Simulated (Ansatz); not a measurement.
Strength of the Ga–H bond: C3H5Ga → C3H4Ga + H

Species: C3H5Ga `C#[C][GaH][CH3]`, singlet; C3H4Ga `C#[C][Ga][CH3]`, doublet; H atom, doublet. 

Shapes, held fixed at every level: PBE0-D4/def2-TZVP. Programs: Ansatz 0.2.0. The zero-point and thermal change to 298 K, harmonic and unscaled (PBE0-D4/def2-TZVP), is -14.6 kJ/mol.

```csv
level,kind,ΔH(298 K) (kJ/mol),less CCSD(T)/def2-TZVPP,CPU time (sum over the molecules)
HF/def2-SVP,Hartree–Fock,+261.5,-81.3,–
SPW92/def2-TZVPP,LDA,+362.6,+19.8,11 s
r2SCAN-D4/def2-TZVPP,meta-GGA,+328.9,-13.9,58 s
B3LYP-D4/def2-TZVPP,global hybrid,+335.7,-7.1,33 s
BHLYP-D4/def2-TZVPP,global hybrid,+338.3,-4.5,38 s
PBE0-D4/def2-TZVPP,global hybrid,+327.4,-15.4,42 s
B2PLYP/def2-TZVPP,double hybrid,+335.6,-7.2,38 s
CCSD(T)/def2-TZVPP,coupled cluster or CI,+342.8,0.0,5.8 min
```

The highest level, CCSD(T)/def2-TZVPP, gives ΔH(298 K) = +342.8 kJ/mol; the levels span +261.5 to +362.6. The column of differences is taken from that level and isn't an error. Hartree–Fock misses the correlation of the pair that is broken and comes out low. No measured value is set beside it here. Open shells run unrestricted unless RO is named. Relativity is left out for Ga unless named. Correlated rows may include outer-core shells of Ga, which these sets cover unevenly. Times are processor times on shared x86 and Arm servers, and rough.

Homolysis of this Ga–H bond is strongly endothermic, at +342.8 kJ/mol with coupled cluster. Breaking it takes trivalent gallium to a formally divalent radical, giving up a strong, weakly polar σ bond without yet gaining the closed 4s² lone pair that stabilises Ga(I). The unpaired electron probably stays largely in a gallium-centred orbital of mixed 4s and 4p character, with only modest delocalisation into the ethynyl group, so the radical gains little to offset the lost bond.

The meta-GGA, the global hybrids and the double hybrid all fall moderately below coupled cluster, while LDA alone lies above it, in line with its familiar overbinding. Among the global hybrids, the bond enthalpy doesn't follow the share of exact exchange: PBE0 lies below B3LYP despite containing more, whereas BHLYP lies highest. The Hartree–Fock deficit is not a pure measure of correlation, since that row also uses a smaller basis. Without a matching alkyl-only gallane, the ethynyl group's effect on the bond strength remains undetermined.
